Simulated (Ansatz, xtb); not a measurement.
**A small benchmark: dipole moment**

10 molecules holding an element from Na to Cl; the dipole moment in D, computed less measured. Shapes, held fixed at every level: PBE0-D4/def2-TZVP. No vibrational averaging. Dipoles are compared by magnitude; molecules under 1 D, whose direction can flip, are left out. Programs: Ansatz 0.2.0, xtb 6.7.1, xtb 6.7.1 later snapshot. Measured values: NIST CCCBDB.

Levels: A = GFN2-xTB; B = PBE-D4/def2-TZVPP; C = r2SCAN-D4/def2-TZVPP; D = wB97M-V/def2-TZVPP.

| molecule | measured | A | B | C | D |
| --- | --- | --- | --- | --- | --- |
| CH2ClF (chlorofluoromethane) | 1.82 | +0.28 | -0.14 | -0.05 | -0.04 |
| CHCl2F (dichlorofluoromethane) | 1.29 | +0.20 | -0.13 | -0.06 | -0.04 |
| SiH2Cl2 (SMILES Cl[SiH2]Cl) | 1.13 | +0.54 | -0.09 | -0.02 | 0.00 |
| SO2F2 (sulfuryl fluoride) | 1.12 | -0.23 | -0.01 | +0.02 | +0.04 |
| C2H3Cl (SMILES C=CCl) | 1.45 | +0.05 | -0.19 | -0.09 | -0.07 |
| CH4S (methanethiol) | 1.52 | +0.80 | +0.01 | +0.08 | -0.01 |
| C2H3ClO (acetyl chloride) | 2.72 | +0.12 | -0.05 | +0.08 | +0.06 |
| C2H3Cl3 (1,1,1-trichloroethane) | 1.78 | +0.06 | -0.05 | +0.07 | -0.02 |
| C2H4Cl2 (1,1-dichloroethane) | 2.06 | +0.12 | -0.10 | +0.03 | -0.04 |
| C3H6Cl2 (2,2-dichloropropane) | 2.27 | +0.15 | -0.09 | +0.05 | -0.04 |

(1) Which level does best on this set, which worst, and which err to one side?

## Answers

(1) 
```
               level                    kind  mean error  mean absolute error  worst case
            GFN2-xTB          semi-empirical      +0.209                0.255        CH4S
   PBE-D4/def2-TZVPP                     GGA      -0.084                0.086      C2H3Cl
r2SCAN-D4/def2-TZVPP                meta-GGA      +0.011                0.055      C2H3Cl
  wB97M-V/def2-TZVPP  range-separated hybrid      -0.016                0.036      C2H3Cl
```

On this set wB97M-V/def2-TZVPP has the smallest mean absolute error and GFN2-xTB the largest. GFN2-xTB is too high in 9 of 10; PBE-D4/def2-TZVPP is too low in 9 of 10. The set is small.

The gap between GFN2-xTB and the density functionals is the clear result, but its size owes much to two molecules, methanethiol (+0.80) and SiH2Cl2 (+0.54). Sulfuryl fluoride, at -0.23, breaks the upward tendency, so a uniform scaling of the GFN2-xTB dipoles would not repair them. The small valence basis probably leaves the density too little freedom to balance bond polarity against lone-pair polarisation.

Vinyl chloride is the worst case for all three functionals, each of which falls short. There, donation from a chlorine lone pair into the π system opposes the σ polarisation towards chlorine, so the net dipole is sensitive to a modest error in either contribution. This suggests slightly too much π donation, though a shared error from the fixed geometry could look the same.

The near-zero mean error of r2SCAN partly reflects cancellation between signs. Its disadvantage against wB97M-V is not uniform either: r2SCAN is closer for sulfuryl fluoride and 1,1-dichloroethane.
